Question: Can I estimate the gap at another share of exact exchange by hand?

I have been looking at orbital energies of a small Si2Zr2 cluster, computed with PBE while part of its exchange is replaced by exact exchange. The atoms stay where they are, and yet the gap between the highest occupied and the lowest empty orbital changes enormously.

Orbital energies of Si2Zr2 (charge 0, singlet) from spin-restricted Kohn–Sham calculations with Ansatz 0.2.0, using PBE with the listed share of its exchange replaced by exact exchange. All rows use the def2-TZVP basis, with def2 core potentials on Zr, and the same fixed B3LYP-D4/def2-SVP geometry.

```
exact exchange (%)  homo (eV)  lumo (eV)  homo lumo gap (eV)
                 0     -3.926     -3.261               0.665
                 5     -4.060     -3.108               0.952
                10     -4.194     -2.955               1.239
                15     -4.329     -2.801               1.528
                25     -4.601     -2.492               2.109
                35     -4.876     -2.183               2.693
                50     -5.291     -1.717               3.573
```

Is there a simple way to estimate the homo, the lumo and the gap at a share that was not run? I would also like to know why the numbers move at all, and how far such an estimate can be trusted.

Answer:

Yes. Remember 0.6 eV of gap for every ten percent of exact exchange, divided almost equally between the two levels. The homo, the highest occupied level, goes down by about 0.3 eV, and the lumo, the lowest empty level, goes up by about as much. The gap starts at about 0.7 eV without exact exchange, and its middle stays between −3.6 and −3.5 eV. With these orders of magnitude you can sketch the whole table, and a slightly sharper slope turns the sketch into a good estimate.

The reason for a nearly straight line lies in how the functional is built. Let x be the share of exact exchange in percent. The operator that determines the orbitals is then

F(x) = F(0) + (x/100) · (K − v)

where K is exact exchange and v is the PBE exchange potential that it replaces. If the orbitals and the density did not change, every level would shift in exact proportion to x, and so would the gap. Any bending must come from orbitals and density that adapt to the new operator, as long as the calculation follows the same electronic state.

The direction follows from the repulsion of an electron by itself. The classical repulsion in the operator comes from the whole electron density, which includes the electron in the homo. Exact exchange cancels that false self-repulsion, so an occupied orbital feels only the other electrons. An empty orbital has no electron of its own in the density, so it feels the repulsion of all of them. The PBE potential acts on both orbitals alike and cannot make this distinction; mixing in exact exchange introduces it by degrees, which lowers the homo relative to the lumo.

This argument also gives a rough size for the effect. At full exact exchange the homo is spared its self-repulsion, while the lumo still feels every electron. Take an electron spread over a cluster of radius R, and leave aside the exchange with the other electrons and the response of the orbitals. The slope of the gap should then be roughly

slope per full share ≈ e²/R, with e² = 14.4 eV·Å

The nuclei lie on average 1.6 Å from the centre, which is too small a radius because the electron cloud reaches further out. Adding a rough 2 Å for the cloud gives 3.6 Å.

These two radii give 9 and 4 eV, and the computed slope of 5.8 eV per full share lies between them. The estimate is too coarse to supply the constant of the rule, but it makes it plausible that the gap moves by several hundredths of an eV per percent, not by thousandths or tenths. By the same reasoning, a cluster whose frontier orbitals spread over a larger volume should respond more gently.

For the constant itself, use two computed rows that lie well apart. The rows at 0 and 25 % give

slope = (2.109 − 0.665) / 25 ≈ 0.058 eV per percent

and the rule for the gap becomes

gap(x) = 0.665 eV + 0.058 eV · x

To place the levels, keep the midpoint m where it was without exact exchange and put half of the gap on each side:

m = (−3.926 − 3.261) / 2 ≈ −3.59 eV
homo(x) = m − gap(x)/2
lumo(x) = m + gap(x)/2

Three constants now stand for all three result columns: a starting gap, a slope and a midpoint.

Take 10 % first, a row that was not used to set the constants and lies between the two that were:

gap = 0.665 + 0.058 · 10 = 1.245 eV
homo = −3.59 − 0.62 = −4.21 eV
lumo = −3.59 + 0.62 = −2.97 eV

The computed gap is 1.239 eV, so the rule is high by less than 0.01 eV. Both levels come out about 0.02 eV too low.

The row at 50 % is a harder test, because it lies twice as far out as the second row used for the slope:

gap = 0.665 + 0.058 · 50 = 3.565 eV
homo = −3.59 − 1.78 = −5.37 eV
lumo = −3.59 + 1.78 = −1.81 eV

The computed gap is 3.573 eV, again within 0.01 eV of the rule. The levels fare worse: both are estimated almost 0.1 eV too low.

That pattern holds over the table. The gap agrees with the computed value to within 0.01 eV in every row, while the separate levels agree to within 0.1 eV. The levels do worse because the midpoint is not quite fixed: between 0 and 50 % it drifts upwards by 0.09 eV, since the lumo rises a little more than the homo falls. The drift shifts both levels together and cancels in their difference.

If you need a level more precisely, give it its own slope from the same two rows. For the homo this is

(−4.601 + 3.926) / 25 = −0.027 eV per percent

and at 50 % it leads to −3.926 − 1.35 = −5.276 eV, against a computed −5.291 eV. The price is one more constant to remember, and for the gap alone you don't need it.

The close agreement of the gap at 50 % slightly flatters the rule. The slope of the computed gap grows from 0.0574 eV per percent at the start to 0.0587 at the end, and rounding the constant up to 0.058 makes up for some of this. Without the rounding, the line through the same two rows misses the gap at 50 % by 0.02 eV, which is a fairer measure of what a straight line can do here. A quadratic curve fitted to all seven rows follows the gap to within 0.001 eV, as the printed analysis below shows, but it is no longer a rule for the head.

The same bending tells you how to choose the two rows. If you take them at 0 and 5 %, the line reaches only 3.535 eV at 50 %, about 0.04 eV below the computed gap. It has seen the initial slope and none of the later increase, and any rounding in the two gaps is magnified tenfold on the way. A wide spacing costs no extra calculation and averages over part of the bend.

A straight line also assumes that the homo and the lumo remain the same kind of orbital. If another empty level dropped below the present lumo, the gap would follow that level from then on and the line would have a kink. In these calculations the next empty level lies 0.23 eV above the lumo at 0 % and still 0.19 eV above it at 35 %. The smooth course of the gap fits with this, although level energies alone do not prove that an orbital keeps its character.

The more serious limit concerns the electronic state. Every row describes a singlet in which all electrons are forced into pairs. The stability check in every run reports a minimum, but the output does not say whether that check allowed the spins to separate. No other search for lower states was made, so even a stable solution need not be the lowest singlet. The data also carry a general warning that paired singlets can be unstable; it rests on tests on other systems, not on these runs. Exact exchange generally favours states in which the spins separate, so the caution matters most towards 50 %. A lower state of that kind could have a different gap, and the rule would then describe the paired solution accurately and the cluster's ground state poorly.

Within those bounds, use the rule between 0 and 50 % for this cluster at this geometry. For another molecule, keep the form of the rule and take new constants from two well-separated shares. What you obtain is the difference between two orbital energies, which is not the energy of an optical absorption. Nor does the line tell you which share is best: it runs just as smoothly through a poor choice as through a good one.

Printed output of the fit:

```
Hand rule and its misses (rule less computed, eV):
  row  gap by rule  gap miss  homo by rule  homo miss  lumo by rule  lumo miss  computed midpoint  step slope per percent
    0        0.665         0        -3.926          0        -3.261          0             -3.594                     n/a
    5        0.955     0.003        -4.071     -0.011        -3.116     -0.008             -3.584                  0.0574
   10        1.245     0.006        -4.216     -0.022        -2.971     -0.016             -3.575                  0.0574
   15        1.535     0.007        -4.361     -0.032        -2.826     -0.025             -3.565                  0.0578
   25        2.115     0.006        -4.651      -0.05        -2.536     -0.044             -3.546                  0.0581
   35        2.695     0.002        -4.941     -0.065        -2.246     -0.063              -3.53                  0.0584
   50        3.565    -0.008        -5.376     -0.085        -1.811     -0.094             -3.504                 0.05867
Gap slope from the 0 and 25 % rows, eV per percent: 0.05776
Largest gap miss of the rounded hand rule, eV: 0.008
Largest gap miss of the unrounded two-row line, eV: 0.02
Largest homo miss of the hand rule, eV: 0.085
Largest lumo miss of the hand rule, eV: 0.094
Change of homo from 0 to 50 %, eV: -1.365
Change of lumo from 0 to 50 %, eV: 1.544
Part of the gap opening due to the homo, percent: 46.92
Shift of the gap midpoint from 0 to 50 %, eV: 0.0895
Gap at 50 % if the slope is taken from 0 and 5 % only, eV: 3.535
Miss of that estimate, eV: -0.038
Gap slope per full share, eV: 5.776
Mean distance of nuclei from the centre, angstrom: 1.587
Charging energy with that radius, eV: 9.071
Charging energy with 2 angstrom added to the radius, eV: 4.014
Next empty level above lumo at 0 %, eV: 0.2331
Next empty level above lumo at 35 %, eV: 0.1881
fit of homo_lumo_gap on 7 rows: constant 0.6645 +/- 0.00058, coefficient of exact_exchange 0.05736 +/- 6e-05, coefficient of exact_exchange**2 1.631e-05 +/- 1.2e-06; rms 0.000558, worst 35 -0.000834, leave-one-out rms 0.00191
```
